\section*{Appendix: The extended Wick theorem with cumulant contractions}

Normal ordering with respect to a correlated reference was introduced by Mukherjee and by Kutzelnigg and Mukherjee in 1997. The derivation below uses one generating function, from which the contractions, the antisymmetry of the ordered strings, the product theorem and the single-determinant limit all follow.

\subsection*{Premises and conventions}

(i) The spin orbitals $p,q,r,\dots$ form a finite orthonormal set, with $[a_p,a_q^\dagger]_+=\delta_{pq}$ and $[a_p,a_q]_+=0$. (ii) The reference is a normalised state $\Psi$ of fixed electron number $N$, or an ensemble of such states, and $\langle X\rangle$ is the expectation value in it. A string with unequal numbers of creators and annihilators, and so every string of odd length, has $\langle X\rangle=0$. (iii) The one-body quantities are
\begin{equation}
\gamma_{pq}=\langle a_p^\dagger a_q\rangle ,\qquad
\eta_{qp}=\langle a_q a_p^\dagger\rangle=\delta_{pq}-\gamma_{pq}.
\label{eq:ge}
\end{equation}
The indices follow the order of the operators, so as matrices $\eta=1-\gamma^{T}$, which is $1-\gamma$ when $\gamma$ is real.

Take a string $x_1x_2\cdots x_n$ in which each $x_i$ is a creator or an annihilator. The label $i$ is a position, and the same operator may stand at several positions. For a subset $I$ of positions, $x_I$ is the product in increasing order, with $x_\emptyset=1$. For disjoint subsets, $\epsilon(I_1,I_2,\dots)=\pm1$ is the parity of the permutation that takes their union, in increasing order, into the list $I_1,I_2,\dots$, each subset in increasing order. The order of the subsets in the list is irrelevant if at most one of them has odd size.

\subsection*{Generating function and definitions}

Attach to each position a Grassmann number $\theta_i$ that anticommutes with every $\theta_j$ and every $x_j$, so that $\theta_i^2=0$, and let $\langle\theta_I X\rangle=\theta_I\langle X\rangle$. Define the ordered product
\begin{equation}
\mathcal G=\prod_{i=1}^{n}(1+\theta_ix_i)=\sum_I\sigma_{|I|}\,\theta_I\,x_I ,\qquad \sigma_k=(-1)^{k(k-1)/2}.
\label{eq:G}
\end{equation}
The sign $\sigma_k$ counts the $0+1+\dots+(k-1)$ transpositions that move the $\theta$'s to the left. It obeys $\sigma_{k+l}=\sigma_k\sigma_l(-1)^{kl}$, and by construction $\theta_I\theta_J=\epsilon(I,J)\,\theta_{I\cup J}$ for disjoint $I,J$. By premise (ii), $\mathcal M=\langle\mathcal G\rangle$ contains only even monomials in $\theta$, so it commutes with everything. It equals $1$ plus a nilpotent part, so the series for its inverse and its logarithm terminate. Define the contractions $\kappa$ and the generalised normal-ordered strings $\{x_I\}$ by
\begin{equation}
\mathcal K=\ln\mathcal M=\sum_{I\neq\emptyset}\sigma_{|I|}\,\theta_I\,\kappa(x_I),\qquad
\mathcal W=\mathcal M^{-1}\mathcal G=\sum_I\sigma_{|I|}\,\theta_I\,\{x_I\}.
\label{eq:KW}
\end{equation}
Setting $\theta_j=0$ for $j\notin I$ shows that $\kappa(x_I)$ and $\{x_I\}$ depend only on the operators in $I$ and their order. Both are linear in each $x_i$, so they transform as tensors under orbital rotations.

To read these definitions term by term, expand $e^{\mathcal K}=\sum_j\mathcal K^j/j!$. The terms of $\mathcal K$ are even and commute. Only products over disjoint subsets survive $\theta_i^2=0$, and each unordered family of $j$ subsets occurs $j!$ times. The signs $\sigma$ multiply without an extra factor because the subsets are even. The coefficients of $\sigma_{|I|}\theta_I$ in $\mathcal M=e^{\mathcal K}$ and in $\mathcal G=\mathcal M\mathcal W$ give
\begin{align}
\langle x_I\rangle&=\sum_{B_1\cup\dots\cup B_j=I}\epsilon(B_1,\dots,B_j)\prod_{b=1}^{j}\kappa(x_{B_b}), \label{eq:mom}\\
x_I&=\sum_{J\subseteq I}\epsilon(I\setminus J,J)\,\langle x_{I\setminus J}\rangle\,\{x_J\}, \label{eq:gno}
\end{align}
where the first sum runs over partitions of $I$ into blocks of even size. Equation (\ref{eq:gno}) is triangular in $|J|$. It gives $\{a_p^\dagger a_q\}=a_p^\dagger a_q-\gamma_{pq}$, and it shows that $\{x_J\}$ has the fermion parity of $|J|$.

\subsection*{Properties of strings and contractions}

\emph{Vanishing mean.} From Eq.~(\ref{eq:KW}), $\langle\mathcal W\rangle=\mathcal M^{-1}\mathcal M=1$, hence $\langle\{x_I\}\rangle=0$ for every $I\neq\emptyset$.

\emph{Exchange of neighbours.} Let $i$ and $j=i+1$ be adjacent and let $d_{ij}=[x_i,x_j]_+$, a number. Then
\begin{equation}
[\theta_ix_i,\theta_jx_j]=-\theta_i\theta_jx_ix_j+\theta_j\theta_ix_jx_i=-\theta_i\theta_j\,d_{ij}.
\end{equation}
Since $\theta_i\theta_j$ annihilates every other term that contains $\theta_i$ or $\theta_j$,
\begin{equation}
(1+\theta_ix_i)(1+\theta_jx_j)=(1+\theta_jx_j)(1+\theta_ix_i)\,(1-\theta_i\theta_jd_{ij}).
\label{eq:swap}
\end{equation}
Let a prime mark the string with the two factors exchanged. The last bracket is central and equals $e^{-\theta_i\theta_jd_{ij}}$. It multiplies $\mathcal G'$ and $\mathcal M'$ alike, so
\begin{equation}
\mathcal W=\mathcal W',\qquad \mathcal K=\mathcal K'-\theta_i\theta_jd_{ij}.
\end{equation}
For a subset that holds both positions, the ordered monomial $\theta_I$ changes sign under the exchange. Three results follow. The string $\{x_I\}$ is antisymmetric under any permutation of its operators. A contraction with four or more legs is likewise antisymmetric. For two legs, $\sigma_2=-1$ gives $\kappa(x_ix_j)+\kappa(x_jx_i)=d_{ij}$.

\emph{Values.} Every monomial of $\mathcal M$ has as many creators as annihilators. Products keep this balance, so $\mathcal K$ has it too. For two legs Eq.~(\ref{eq:mom}) has one term:
\begin{equation}
\kappa(a_p^\dagger a_q)=\gamma_{pq},\qquad \kappa(a_qa_p^\dagger)=\eta_{qp},\qquad \kappa(a_pa_q)=\kappa(a_p^\dagger a_q^\dagger)=0 .
\end{equation}
For $2k\ge4$ legs, antisymmetry reduces every contraction, up to the sign of the reordering, to
\begin{equation}
\lambda^{p_1\cdots p_k}_{q_1\cdots q_k}=\kappa(a_{p_1}^\dagger\cdots a_{p_k}^\dagger a_{q_k}\cdots a_{q_1}).
\end{equation}
With $\Gamma^{p_1\cdots p_k}_{q_1\cdots q_k}$ the expectation value of the same string, Eq.~(\ref{eq:mom}) is the cumulant expansion of the density matrices:
\begin{align}
\Gamma^{pr}_{qs}&=\gamma_{pq}\gamma_{rs}-\gamma_{ps}\gamma_{rq}+\lambda^{pr}_{qs}, \label{eq:l2}\\
\Gamma^{p_1p_2p_3}_{q_1q_2q_3}&=\det[\gamma_{p_iq_j}]+\sum_{i,j=1}^{3}(-1)^{i+j}\gamma_{p_iq_j}\,\lambda^{(\text{no }p_i)}_{(\text{no }q_j)}+\lambda^{p_1p_2p_3}_{q_1q_2q_3}, \label{eq:l3}
\end{align}
where the remaining indices keep their order.

\emph{Cumulants carry active indices only.} Suppose $x|\Psi\rangle=0$, as for the annihilator of an empty orbital or the creator of a filled (core) orbital. Move $x$ to the last position $n$, which changes a contraction of four or more legs by a sign at most. Then $(1+\theta_nx)$ acts as $1$, so $\mathcal M$ and $\mathcal K$ are free of $\theta_n$. The adjoint operators are treated in the same way at the first position. Hence $\lambda_k=0$ for $k\ge2$ if any index is core or empty.

\subsection*{The product theorem}

Divide the positions into consecutive groups $F_1,\dots,F_m$, one for each normal-ordered factor. Let $\mathcal G_\alpha,\mathcal M_\alpha,\mathcal K_\alpha,\mathcal W_\alpha$ be built from the positions in $F_\alpha$ alone. They arise from the full objects by setting the other $\theta$'s to zero, so $\mathcal K_\alpha$ is the part of $\mathcal K$ with $I\subseteq F_\alpha$. Because $\mathcal G=\mathcal G_1\cdots\mathcal G_m$ and the $\mathcal M_\alpha$ are central,
\begin{equation}
\mathcal W_1\cdots\mathcal W_m=\frac{\mathcal G}{\mathcal M_1\cdots\mathcal M_m}
=\exp\Big(\mathcal K-\sum_\alpha\mathcal K_\alpha\Big)\,\mathcal W .
\label{eq:prod}
\end{equation}
The exponent holds exactly those contractions whose legs do not all lie in one factor. Take the term that contains all $\theta$'s. On the left, moving $\theta_{F_2}$ through $\{x_{F_1}\}$ gives $(-1)^{|F_1||F_2|}$, which combines with $\sigma_{|F_1|}\sigma_{|F_2|}$ to $\sigma_{|F_1|+|F_2|}$; repeating this yields $\sigma_n\theta_1\cdots\theta_n\{x_{F_1}\}\cdots\{x_{F_m}\}$. The right side is expanded as in Eq.~(\ref{eq:mom}). The result is the extended Wick theorem,
\begin{equation}
\{x_{F_1}\}\cdots\{x_{F_m}\}=\sum_{B_1,\dots,B_j,J}\epsilon(B_1,\dots,B_j,J)\prod_{b=1}^{j}\kappa(x_{B_b})\;\{x_J\}.
\label{eq:wick}
\end{equation}
The sum runs over all families ($j\ge0$) of disjoint blocks, each with legs on at least two factors, and $J$ is the set of uncontracted positions. A two-leg block is $\gamma$ if the creator stands to the left and $\eta$ if it stands to the right. A block of $k\ge2$ creators and $k$ annihilators is $\pm\lambda_k$. Such a block may take several legs from one factor, and only blocks confined to a single factor are excluded. The expectation value keeps the terms with $J=\emptyset$. In diagrams, $\gamma$ and $\eta$ are hole and particle lines, which coexist on every active orbital, and $\lambda_k$ is a new vertex with $2k$ legs.

\emph{Two one-body factors.} For $\{a_p^\dagger a_q\}\{a_r^\dagger a_s\}$, with positions 1 to 4, the allowed non-zero blocks are $(14)$, $(23)$ and $(1234)$. The lists $1423$ and $2314$ are even permutations. Moving $a_q$ past two operators gives $\kappa(a_p^\dagger a_qa_r^\dagger a_s)=\lambda^{pr}_{qs}$. With $\{a_qa_r^\dagger\}=-\{a_r^\dagger a_q\}$,
\begin{equation}
\{a_p^\dagger a_q\}\{a_r^\dagger a_s\}=\{a_p^\dagger a_r^\dagger a_sa_q\}-\gamma_{ps}\{a_r^\dagger a_q\}+\eta_{qr}\{a_p^\dagger a_s\}+\gamma_{ps}\eta_{qr}+\lambda^{pr}_{qs},
\label{eq:11op}
\end{equation}
\begin{equation}
\langle\{a_p^\dagger a_q\}\{a_r^\dagger a_s\}\rangle=\gamma_{ps}\eta_{qr}+\lambda^{pr}_{qs}.
\label{eq:11}
\end{equation}
Direct algebra confirms this: $a_p^\dagger a_qa_r^\dagger a_s=\delta_{qr}a_p^\dagger a_s+a_p^\dagger a_r^\dagger a_sa_q$, and subtracting $\gamma_{pq}\gamma_{rs}$ from its mean leaves, by Eq.~(\ref{eq:l2}), $\gamma_{ps}(\delta_{qr}-\gamma_{rq})+\lambda^{pr}_{qs}$.

\emph{One-body times two-body.} In $\langle\{a_p^\dagger a_q\}\{a_r^\dagger a_s^\dagger a_ua_t\}\rangle$ every block must contain position 1 or 2, so there are at most two blocks. The pairs $(23),(24),(16),(15)$, each with the remaining four legs as second block, have parities $+,-,+,-$. For the last two, $\kappa(a_qa_r^\dagger a_s^\dagger a_u)=\lambda^{rs}_{uq}=-\lambda^{rs}_{qu}$, and likewise with $t$ for $u$. Thus
\begin{equation}
\langle\{a_p^\dagger a_q\}\{a_r^\dagger a_s^\dagger a_ua_t\}\rangle=\lambda^{prs}_{qtu}+\eta_{qr}\lambda^{ps}_{tu}-\eta_{qs}\lambda^{pr}_{tu}-\gamma_{pt}\lambda^{rs}_{qu}+\gamma_{pu}\lambda^{rs}_{qt}.
\label{eq:12}
\end{equation}
Each $\lambda_2$ here has three legs on the second factor. Strings of different rank are therefore not orthogonal when the cumulants are non-zero.

\subsection*{Determinant reference}

Let $\Psi=\Phi$ be a determinant, and use multilinearity to work with orbitals that are either occupied ($i,j$) or empty ($a,b$). Every operator is then a quasi-annihilator ($a_i^\dagger$, $a_a$), which kills $|\Phi\rangle$, or a quasi-creator, which kills $\langle\Phi|$. Order a string with all quasi-creators to the left. Every non-empty substring then begins with a quasi-creator or ends with a quasi-annihilator, so $\mathcal M=1$, $\mathcal K=0$ and $\mathcal W=\mathcal G$ in this order. By antisymmetry, $\{x_I\}$ in any order is the signed particle--hole ordered product, and all $\lambda_k$ with $k\ge2$ vanish. What remains is $\gamma_{ij}=\delta_{ij}$ and $\eta_{ab}=\delta_{ab}$, and Eq.~(\ref{eq:wick}) is the ordinary Wick theorem for the Fermi vacuum.

The converse holds at fixed $N$. Setting $s=r$ in Eq.~(\ref{eq:l2}) and summing, with $\sum_r\Gamma^{pr}_{qr}=(N-1)\gamma_{pq}$ and $\sum_r\gamma_{rr}=N$, gives
\begin{equation}
\sum_r\lambda^{pr}_{qr}=(\gamma^2-\gamma)_{pq}.
\label{eq:trace}
\end{equation}
If $\lambda_2=0$, then $\gamma$ is idempotent. Each natural spin orbital then has $\|a_p\Psi\|^2=0$ or $\|a_p^\dagger\Psi\|^2=0$, and $\Psi$ is a determinant.

\subsection*{Range of validity}

Equation (\ref{eq:wick}) is an exact operator identity for any reference that meets premise (ii). The reference need not be an eigenstate of a Hamiltonian. The ordering is defined relative to that reference and changes with it. If only fermion parity is conserved, as in a paired state, the proof stands, but unbalanced contractions such as $\kappa(a_pa_q)$ appear. Non-orthogonal orbitals replace $\delta_{pq}$ in Eq.~(\ref{eq:ge}) by the anticommutator of the chosen operators. The formulae are in spin-orbital form; summing them to spin-free form presumes a reference invariant under spin rotation, that is a singlet or an ensemble averaged over $M_S$. Two features of the Fermi vacuum are lost. A string with active indices has zero mean but does not in general annihilate $\Psi$, and the states $\{x_I\}|\Psi\rangle$ are neither orthogonal nor linearly independent. Finally, the theorem says nothing about the size of the cumulants. Antisymmetry makes $\lambda_k$ vanish when $k$ exceeds the number of active spin orbitals, but not when $k$ exceeds the number of electrons, and dropping $\lambda_k$ is a separate approximation.

\subsection*{Illustration: metric of active singles in twisted ethylene}

\emph{Reference.} Take two electrons in the active orbitals 1 ($\pi$) and 2 ($\pi^*$), with a bar for $\beta$ spin. Along the twist angle $\tau$ about the C=C axis the molecule is kept in $D_2$ symmetry, where the two orbitals belong to different irreducible representations. The lowest singlet is
\begin{equation}
|\Psi\rangle=\big(c_1\,a_1^\dagger a_{\bar1}^\dagger-c_2\,a_2^\dagger a_{\bar2}^\dagger\big)|\text{core}\rangle,\qquad c_1=\cos\phi,\quad c_2=\sin\phi .
\end{equation}
The two configurations are split by $\Delta$ and coupled by the exchange integral $K_{12}=(12|12)>0$. The lower eigenvector of the matrix with diagonal $\mp\Delta/2$ and off-diagonal $K_{12}$ has $\tan2\phi=2K_{12}/\Delta$. The model assumes $\Delta=4|\beta|\cos\tau$ with a typical $\pi$ resonance integral $|\beta|=2.4$ eV, and an assumed constant $K_{12}=2.2$ eV. The latter was chosen so that the planar molecule has the $\pi$ occupation of about 1.9 that is typical of a two-orbital active-space calculation. At $\tau=90^\circ$ the $D_{2d}$ symmetry makes the orbitals degenerate, so $\phi=45^\circ$ whatever the inputs.

\emph{Contractions.} The matrix $\gamma$ is diagonal, with $\gamma_{11}=\eta_{22}=c_1^2$ and $\gamma_{22}=\eta_{11}=c_2^2$ for each spin. The non-zero elements of $\Gamma_2$ are $\Gamma^{1\bar1}_{1\bar1}=c_1^2$, $\Gamma^{2\bar2}_{2\bar2}=c_2^2$ and $\Gamma^{1\bar1}_{2\bar2}=\Gamma^{2\bar2}_{1\bar1}=-c_1c_2$, with their antisymmetric partners. With $w=c_1^2c_2^2$, Eq.~(\ref{eq:l2}) gives
\begin{equation}
\lambda^{1\bar1}_{1\bar1}=\lambda^{2\bar2}_{2\bar2}=w,\qquad
\lambda^{12}_{12}=\lambda^{1\bar2}_{1\bar2}=\lambda^{\bar12}_{\bar12}=\lambda^{\bar1\bar2}_{\bar1\bar2}=-w,\qquad
\lambda^{1\bar1}_{2\bar2}=-c_1c_2 .
\end{equation}
Equation (\ref{eq:trace}) holds: $w-2w=c_1^4-c_1^2$.

\emph{Metric.} Since $\{a_p^\dagger a_q\}^\dagger=\{a_q^\dagger a_p\}$, the overlap of the states $\{a_p^\dagger a_q\}|\Psi\rangle$ is, by Eq.~(\ref{eq:11}),
\begin{equation}
S_{pq,rs}=\gamma_{qs}\eta_{pr}+\lambda^{qr}_{ps}.
\end{equation}
There are eight operators that conserve $M_S$. The four with $p=q$, in the order $1,\bar1,2,\bar2$, have $S_{pp,pp}=\gamma_{pp}\eta_{pp}=w$ and $S_{pp,rr}=\lambda^{pr}_{pr}=\pm w$. Their block is $w\,vv^{T}$ with $v=(1,1,-1,-1)^T$, with one eigenvalue $4w=\sin^22\phi$ and three zeros. Spatial symmetry decouples this block from the four transfer operators. For these,
\begin{align}
S_{21,21}&=\gamma_{11}\eta_{22}+\lambda^{12}_{21}=c_1^4+w=c_1^2,\nonumber\\
S_{\bar1\bar2,\bar1\bar2}&=c_2^4+w=c_2^2,\qquad
S_{21,\bar1\bar2}=\lambda^{1\bar1}_{2\bar2}=-c_1c_2 ,
\end{align}
the pair $(\bar2\bar1,12)$ has the same $2\times2$ matrix, and the two pairs do not overlap. Each such matrix has trace 1 and determinant 0. The spectrum of $S$ is therefore
\begin{equation}
\{\,1,\;1,\;\sin^22\phi,\;0,0,0,0,0\,\},
\end{equation}
of rank 3 for $\phi\neq0$. This is the dimension left in the four-determinant $M_S=0$ space after $\Psi$ is removed. In terms of the spin-summed natural occupations $n_1=2c_1^2$ and $n_2=2c_2^2$, the third eigenvalue is $n_1n_2$. It goes to zero continuously as $\Psi$ approaches a determinant, so a fixed threshold for discarding small eigenvalues is crossed somewhere along such a path. If $\lambda_2$ is dropped, the metric becomes diagonal, with $w$ four times, $c_1^4$ twice and $c_2^4$ twice. It then has rank 8 and trace 2 in place of $2+\sin^22\phi$. At $90^\circ$ it is $\tfrac14$ times the unit matrix, against the exact spectrum of three ones and five zeros.

\emph{Physical content.} With orbitals $L,R=(1\pm2)/\sqrt2$ on the two carbons, the charge difference $D_q=n_L-n_R$ is the sum of the four transfer operators, and the difference $D_m$ of the spin excesses $n_\alpha-n_\beta$ is the $\alpha$ pair minus the $\beta$ pair. Both have zero mean. Contracting $S$ with these coefficient vectors gives
\begin{equation}
\langle D_q^2\rangle=2(1-\sin2\phi),\qquad \langle D_m^2\rangle=2(1+\sin2\phi),
\end{equation}
while without $\lambda_2$ both equal $2c_1^4+2c_2^4=2-\sin^22\phi$.

\emph{Numbers.} At $\tau=70^\circ$ the model has $\Delta=3.28$ eV, $\tan2\phi=1.34$ and $\phi=26.6^\circ$, so $c_1^2=0.80$, $c_2^2=0.20$ and $w=0.16$. Then $S_{21,21}=0.64+0.16=0.80$, $S_{\bar1\bar2,\bar1\bar2}=0.04+0.16=0.20$ and $S_{21,\bar1\bar2}=-0.40$. The cumulant supplies four fifths of the second element and all of the third. Any real two-electron singlet in two orbitals takes the form of $\Psi$ in its natural orbitals, so the same formulae describe the dangling-bond pair of a symmetric (unbuckled) Si(100) surface dimer. The last row of the table uses for it an assumed $n_1=1.70$, that is $\cos2\phi=0.70$; in a buckled dimer the spectrum keeps its form, but $L$ and $R$ no longer sit one on each atom.
\begin{center}
\begin{tabular}{lccccc}
\hline
model & $n_1$ & $\sin^22\phi$ & $\langle D_q^2\rangle$ & $\langle D_m^2\rangle$ & both, no $\lambda_2$\\
\hline
C$_2$H$_4$, $0^\circ$ & 1.91 & 0.17 & 1.17 & 2.83 & 1.83\\
C$_2$H$_4$, $70^\circ$ & 1.60 & 0.64 & 0.40 & 3.60 & 1.36\\
C$_2$H$_4$, $90^\circ$ & 1.00 & 1.00 & 0.00 & 4.00 & 1.00\\
Si dimer & 1.70 & 0.51 & 0.57 & 3.43 & 1.49\\
\hline
\end{tabular}
\end{center}
The entries belong to the two-orbital model. The $90^\circ$ row is fixed by symmetry within that active space: one electron sits on each carbon with opposite spins, the charge difference does not fluctuate, and $D_m=\pm2$. The products $\gamma\eta$ alone cannot tell the two fluctuations apart.

\emph{Higher cumulants.} For two active electrons the active parts of $\Gamma_3$ and $\Gamma_4$ vanish, but the cumulants do not. Equation (\ref{eq:l3}) gives $0=c_1^2w+(c_2^2-2c_1^2)w+\lambda^{1\bar12}_{1\bar12}$, so $\lambda^{1\bar12}_{1\bar12}=w\cos2\phi$. For $\lambda_4$, apply Eq.~(\ref{eq:wick}) to the four factors $\delta n_p=\{a_p^\dagger a_p\}$. Two-leg blocks between different orbitals vanish. The three diagonal pairings of $\lambda_2\lambda_2$ give $w^2$ each, and the product $\lambda^{1\bar1}_{2\bar2}\lambda^{2\bar2}_{1\bar1}$ gives $w$ with positive parity. The left side follows from the two configurations: $c_1^2c_2^8+c_2^2c_1^8=w(1-3w)$. Hence
\begin{equation}
w(1-3w)=\lambda^{1\bar12\bar2}_{1\bar12\bar2}+3w^2+w ,\qquad \lambda^{1\bar12\bar2}_{1\bar12\bar2}=-6w^2 .
\end{equation}
At $70^\circ$ the model has $\lambda^{1\bar12}_{1\bar12}=0.096$ and $\lambda^{1\bar12\bar2}_{1\bar12\bar2}=-0.15$, beside $\lambda^{1\bar1}_{1\bar1}=0.16$. At $90^\circ$ this $\lambda_3$ element vanishes, while the $\lambda_4$ element is $-3/8$, larger in magnitude than $\lambda^{1\bar1}_{1\bar1}=1/4$. In this diradical reference the cumulants do not fall off steadily with rank.